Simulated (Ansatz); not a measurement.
# Work function of unrelaxed Ta (110) films from 1 to 13 layers with PBE

A film a few atoms thick has two surfaces and hardly any interior, yet the work function is usually thought of as belonging to the surface of a thick crystal. How many layers of Ta (110) are needed before the film gives the thick-film value? The question matters for thin metal electrodes and contacts, where the work function helps to set the barrier for electrons, and for choosing a slab that is thick enough without being wasteful. The quantity calculated is the vacuum level outside the film less the Fermi level, with PBE and with the atoms held at their bulk places. Convergence is judged against the 13-layer film, at 4.788 eV. The films of 4 and 6 layers are to be estimated from the others.

## Systems and settings

Ansatz 0.2.0, plane-wave Kohn-Sham DFT with its default PAW datasets at a cutoff of 420 eV. Symmetric 1×1 slabs of 1 to 13 layers are cut at the tabulated measured lattice constant with atoms at bulk places and 18 Å of vacuum. In-plane k-spacing 0.15 Å⁻¹ (2π included), Fermi-Dirac smearing of 0.1 eV, dipole correction on. Spin-paired. Scalar-relativistic, no spin-orbit coupling. PBE. The crystal is bcc; the mesh is the same for all thicknesses of a face.

Notes on method and selection:

- Confinement between the two faces quantises the states along the normal, so values can oscillate with thickness.
- The atoms are not relaxed; free films of one to three layers would take another lattice constant.
- Very thin films of spin-paired d elements may in truth carry a moment.
- Runs in which the search for lower states was switched off are not listed.
- Work functions and vacuum levels are read from the electrostatic potential (Hartree and local ionic parts), which a warning of a rough exchange-correlation potential in thin density does not concern.
- Runs that did not converge, have known faults or may not be shown are not listed, and runs on Ansatz's PAW sets soft_1 and soft_2 are kept to separate tables.

Columns:

- layers: number of atomic layers.
- thickness (Å): distance between the outermost atomic planes.
- Φ (eV): work function: vacuum level outside the slab less the Fermi level.
- ΔΦ to thickest (eV): work function less that of the thickest slab of the same face.

Input lines of one member:

```
kpoints:
  mp_grid: { grid: [15, 15, 1] }
hamiltonian:
  xc: pbe
scf:
  occupations: { method: fermi_dirac, width: 0.1 }
  convergence: { dr2_threshold: 1.0e-09 }
efield:
  axis: 3
  dipole_correction: true
  ramp_position: 0.97
  ramp_width: 0.06
output:
  write_potential: true
  write_density: true
```

Command (options for logging and memory left out): `ansatz run input.yaml --threads 2 --backend cpu`

## Table of results

| member | layers | thickness (Å) | Φ (eV) | ΔΦ to thickest (eV) |
| --- | --- | --- | --- | --- |
| 1 layer | 1 | 0.00 | 4.796 | 0.00888 |
| 2 layers | 2 | 2.34 | 4.701 | −0.08632 |
| 3 layers | 3 | 4.68 | 4.790 | 0.00206 |
| 4 layers | 4 | 7.02 | ? | ? |
| 5 layers | 5 | 9.36 | 4.791 | 0.00372 |
| 6 layers | 6 | 11.70 | ? | ? |
| 7 layers | 7 | 14.04 | 4.789 | 0.00117 |
| 8 layers | 8 | 16.38 | 4.786 | −0.00115 |
| 10 layers | 10 | 21.06 | 4.788 | 0.00045 |
| 13 layers | 13 | 28.09 | 4.788 | 0.00000 |

Cells marked ? are withheld until the estimate has been made.

## The trend and its physics

The approach is abrupt, not gradual. The two-layer film lies 0.086 eV below the 13-layer film, whereas from three layers up the largest departure shown is 0.004 eV, at five layers. The ratio of the two is 0.08632 / 0.00372 = 23. From three layers up the shown values span only 4.791 − 4.786 = 0.005 eV.

The work function can be written Φ = D − E, where D is the rise of the electrostatic potential from the interior of the film to the vacuum and E is the Fermi level measured from the interior potential. Electrons in a metal screen a disturbance within roughly one layer spacing, so the dipole layer at each face, which governs D, soon ceases to feel the opposite face. E settles as the film gains enough states along its normal to resemble the bulk bands. Both effects favour rapid convergence.

The low value at two layers fits a film in which both atomic planes are surface planes and the states along the normal are few. Whether D or E is mainly responsible cannot be read from the columns, which give only their difference. The single layer, 0.009 eV above the thickest film, is not thereby converged: it has no interior at all, and adding one layer changes its work function by 4.701 − 4.796 = −0.095 eV.

Confinement can also make the work function oscillate with thickness. From three layers up, however, the remaining differences are a few thousandths of an eV, small enough to come from the k-mesh and smearing, and they are no basis for assigning a period.

What converges here is the work function of a film with frozen atoms. Relaxing a film of middling thickness lowers its value by more than the whole spread from three layers up, so geometry matters more there than further layers do. Spin-orbit coupling leaves the value almost unchanged.

## A prediction

Plain estimates from the members shown:

- 4 layers, straight-line interpolation between 3 layers and 5 layers: w = (4 − 3) / (5 − 3) = 0.500, so 4.790 + 0.500 × (4.791 − 4.790) = 4.790 eV
- 6 layers, straight-line interpolation between 5 layers and 7 layers: w = (6 − 5) / (7 − 5) = 0.500, so 4.791 + 0.500 × (4.789 − 4.791) = 4.790 eV

Straight-line interpolation is the reasonable route for both films, since each lies between two neighbours that are already close to the thick-film value. It gives 4.790 eV in both cases.

The route can be tried on shown films, using departures from the 13-layer value. For five layers, the neighbours at three and seven give (0.00206 + 0.00117) / 2 = 0.0016 eV, against 0.0037 eV in the table, a miss of 0.002 eV. For eight layers, the line from seven to ten layers also misses by 0.002 eV, with the opposite sign. For two layers it fails badly: the neighbours at one and three give (0.00888 + 0.00206) / 2 = 0.0055 eV, against −0.0863 eV in the table, a miss of 0.0055 + 0.0863 = 0.092 eV.

The films of two and eight layers both fall below their neighbours, which might suggest a downward shift for even numbers of layers. The ten-layer film, slightly above the thickest one, does not follow that pattern, so no shift is applied.

The four-layer film is nearer to the thin end, where the route fails. If the typical miss shrinks by a constant factor per layer between two and five layers, it is 0.092 × (0.002 / 0.092)^(2/3) = 0.007 eV at four. As this rests on two misses only, the error is rounded up to 0.01 eV. For six layers the misses of 0.002 eV apply, widened to 0.003 eV because the tests are few.

**Committed estimate, 4 layers: Φ = 4.79 ± 0.01 eV.**  
**Committed estimate, 6 layers: Φ = 4.790 ± 0.003 eV.**

## How the estimate fared

| member | layers | thickness (Å) | Φ (eV) | ΔΦ to thickest (eV) |
| --- | --- | --- | --- | --- |
| 4 layers | 4 | 7.02 | 4.815 | 0.02753 |
| 6 layers | 6 | 11.70 | 4.780 | −0.00722 |

| member | estimate | Φ (eV) | computed | estimate − computed | miss in error bars |
| --- | --- | --- | --- | --- | --- |
| 4 layers | committed | 4.790 | 4.815 | −0.025 | 2.5 |
| 4 layers | interpolation | 4.790 | 4.815 | −0.025 |  |
| 6 layers | committed | 4.790 | 4.780 | +0.010 | 3.3 |
| 6 layers | interpolation | 4.790 | 4.780 | +0.010 |  |

Both estimates fall outside their error bars, by 2.5 bars at four layers and 3.3 at six, and they do no better than the straight lines from which they were taken. The four-layer film lies 0.025 eV above its estimate and the six-layer film 0.010 eV below.

The assumption that failed is smoothness between neighbours. The error bars leaned mainly on the tests at five and eight layers, which lie close to the thick-film value, and so came out too narrow. A common downward shift for even numbers of layers was rightly refused, since four layers would have needed a shift upwards.

The approach is therefore not as abrupt as the first eight films suggested. Departures from the 13-layer film are −0.086, +0.028 and −0.007 eV at two, four and six layers, while those at three, five and seven are at most 0.004 eV. This looks like a damped oscillation with a period of about four layers, as confinement between the faces can produce. Three swings are few for fixing a period. At eight layers, where the next upward swing would fall, the film instead lies 0.001 eV below the thickest one, which does not support the pattern but is too small to refute it.

## Residuals

The two-layer film stands farthest out, 0.086 eV below the thickest one, and the four-layer film comes next, 0.028 eV above it. Quantised states along the normal are the likeliest common cause. As layers are added, such states pass through the Fermi level one after another and can move it either way against the vacuum, which allows departures of both signs that shrink with thickness. The two-layer film also has no interior plane, so its two surface dipole layers overlap.

The frozen bulk spacing is common to all the films and does not by itself single out these two. The imposed spin pairing could matter in the thinnest films if they carry a moment in truth. An error from the k-mesh may contribute too, because a film with few states along its normal is more sensitive to how the Fermi level is sampled.

The single layer, only 0.009 eV from the thick-film value, does not stand out in the numbers, but with no interior its agreement is best taken as a coincidence.

## Measured against computed

| member | quantity | measured | computed | computed − measured | conditions | source |
| --- | --- | --- | --- | --- | --- | --- |
| 13 layers | Φ (eV) | 4.74 | 4.788 | +0.048 | compiled values differ between sources by a tenth of an eV or more; compiled experimental value; Ta(110) single-crystal face | [1] |

Sources:

[1] "Anisotropic work function of elemental crystals" (2019, arXiv:1902.07811)

The 13-layer film gives 4.788 eV against a compiled measured value of 4.74 eV, a difference of +0.048 eV. Compiled values for this face differ among themselves by a tenth of an eV or more, so neither the size nor the sign of the computed error is settled by this comparison. The dependence on thickness is not tested at all, since the measured value belongs to a single-crystal face.

The close agreement may rest partly on errors that cancel. PBE tends to give work functions of metals too low, and freezing the atoms adds an error of its own. No relaxed film is listed, so neither the sign nor the size of that second error can be read from the tables, and the difference of +0.048 eV cannot be divided between the two.

On the experimental side, steps and patches of more open faces tend to lower the measured value. Oxygen, hard to keep off tantalum, can shift it either way, depending on how much is taken up and on whether the atoms sit on top of the outer plane or beneath it.

## Summary

For unrelaxed Ta (110) films, every film shown from five layers up lies within 0.008 eV of the 13-layer value, and from seven layers up within 0.002 eV. A slab of five layers, 9.36 Å or about 0.9 nm between its outer planes, is thus thick enough for a tolerance of 0.01 eV, whereas four layers are not.

Interpolation between neighbours is unsafe in the thin films: it misses by 0.092 eV at two layers, 0.025 eV at four and still 0.010 eV at six. Agreement between films with odd numbers of layers is not enough to show convergence, because the two largest departures here fall on even numbers.

These conclusions hold for frozen atoms and without spin-orbit coupling. Ahead of the estimate I set the effect of relaxation above that of further layers and called the effect of spin-orbit coupling slight. The runs behind those two statements are left out of the tables, so the statements cannot be tested here, and nothing in this summary relies on them. For a film whose atoms are free to relax, the number of layers needed would have to be tested afresh.

[On method and selection: Error sizes named in these notes are rules of thumb and were not measured on these runs. The default PAW datasets of this version of Ansatz are the set soft_2.]

[Logs are printed without paths, hosts, clocks, repeated set-up lines and the standing remarks that a program may print on its own settings, such as how far it seeks lower states.]
